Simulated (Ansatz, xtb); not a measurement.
**Relative energy of two isomers of C3H6BClO**

We compare X, `ClB1CCCO1`, a singlet, with Y, `C=COB(C)Cl`, a singlet. Both are isolated molecules in the gas phase, relaxed with PBE0-D3(BJ)/def2-SVP; the shapes shown needn't be the lowest conformers.

X (Å):

```xyz
12

C    -2.4340    1.2299   -1.9022
C    -1.5506    0.4391   -0.9272
C    -1.7155    1.1761    0.4034
B    -2.4155    2.6366   -1.1951
Cl   -2.8994    4.1947   -1.8473
O    -1.9838    2.5420    0.0794
H    -2.0875    1.2157   -2.9449
H    -3.4751    0.8572   -1.9098
H    -1.8060   -0.6280   -0.8409
H    -0.4986    0.4957   -1.2506
H    -0.8239    1.1358    1.0464
H    -2.5690    0.7873    0.9856
```

Y (Å):

```yaml
atoms:
  - { symbol: C, position_ang: [2.8003, 0.2226, -0.8012] }
  - { symbol: C, position_ang: [2.0669, -0.7740, -0.3164] }
  - { symbol: C, position_ang: [-1.5308, 0.0179, 0.7834] }
  - { symbol: B, position_ang: [-0.2960, -0.0950, -0.1655] }
  - { symbol: Cl, position_ang: [-0.4108, 0.4678, -1.8475] }
  - { symbol: O, position_ang: [0.8572, -0.6327, 0.2934] }
  - { symbol: H, position_ang: [2.4561, 1.2586, -0.7848] }
  - { symbol: H, position_ang: [3.7765, 0.0047, -1.2361] }
  - { symbol: H, position_ang: [2.4083, -1.8140, -0.3182] }
  - { symbol: H, position_ang: [-1.8006, 1.0782, 0.9210] }
  - { symbol: H, position_ang: [-2.4129, -0.4637, 0.3326] }
  - { symbol: H, position_ang: [-1.3377, -0.4279, 1.7688] }
```

Quicker runs give these differences E(Y) − E(X): GFN2-xTB +0.885 eV; HF/STO-3G +1.888 eV (at GFN2-xTB geometries); r2SCAN-D4/def2-SVP +0.764 eV (at GFN2-xTB geometries).

**Question.** Estimate E(Y) − E(X) at the level CCSD(T)/def2-SVP + ΔMP2/def2-TZVPP.

**Answer.** Calculated at CCSD(T)/def2-SVP + ΔMP2/def2-TZVPP: E(Y) − E(X) = +0.683 eV, so structure X lies lower.

Level by level:

```
                             level              geometry  E(Y) − E(X) (eV)  departure from the last row (eV)  job, with rough time for the two
                          GFN2-xTB              GFN2-xTB              +0.885                            +0.203              optimisation, 0.35 s
                         HF/STO-3G              GFN2-xTB              +1.888                            +1.205                 single point, 1 s
                r2SCAN-D4/def2-SVP              GFN2-xTB              +0.764                            +0.081               single point, 5.8 s
              PBE0-D3(BJ)/def2-SVP  PBE0-D3(BJ)/def2-SVP              +0.869                            +0.186             optimisation, 4.2 min
                       HF/def2-SVP  PBE0-D3(BJ)/def2-SVP              +0.652                            −0.031           part of the CCSD(T) run
                      MP2/def2-SVP  PBE0-D3(BJ)/def2-SVP              +0.818                            +0.135           part of the CCSD(T) run
                  CCSD(T)/def2-SVP  PBE0-D3(BJ)/def2-SVP              +0.738                            +0.055                      single point
CCSD(T)/def2-SVP + ΔMP2/def2-TZVPP  PBE0-D3(BJ)/def2-SVP              +0.683                                                  single point, 69 s
```

As drawn, Y has 1 C=C in place of 2 C–C. Structure X has a 5-membered ring, Y no ring.

The levels shown agree on the order. The largest departure from CCSD(T)/def2-SVP + ΔMP2/def2-TZVPP is that of HF/STO-3G, 1.205 eV. The last row adds to CCSD(T) the change of the MP2 difference between the two basis sets, here −0.055 eV.

With thermal terms from frequencies at re-optimised GFN2-xTB minima (ideal gas, soft modes damped towards free rotors, one conformer each, 298.15 K, 1 atm): the zero-point term adds −0.129 eV; ΔH is +0.604 and ΔG +0.488 eV.

The correlated steps freeze 10 core orbitals. Run with Ansatz 0.2.0, xtb 6.7.1; the last row on 2 threads of Intel(R) Xeon(R) Processor @ 2.70GHz on a shared host.

The cyclic oxaborolane X lies below the open-chain vinyloxyborane Y mainly because of the carbon framework. Both isomers keep the B–O, B–Cl, B–C and C–O links, but X has a second C–C σ bond where Y has a π bond, which is weaker. Strain in the five-membered ring is probably too modest to cancel that gain. Oxygen can donate into the empty boron p orbital in both isomers; in Y the vinyl group also competes for its lone pair, though the twist about the C–O bond should limit that conjugation.

The near agreement of HF/def2-SVP with the final value is partly cancellation: correlation favours the ring, while the larger basis shifts the balance back towards Y. The HF/STO-3G excess therefore points to the inflexible minimal basis rather than to missing correlation. Vibrational and entropic terms favour the looser chain but don't overturn the order. The preference for X is thermodynamic, and says nothing about how readily Y would cyclise.
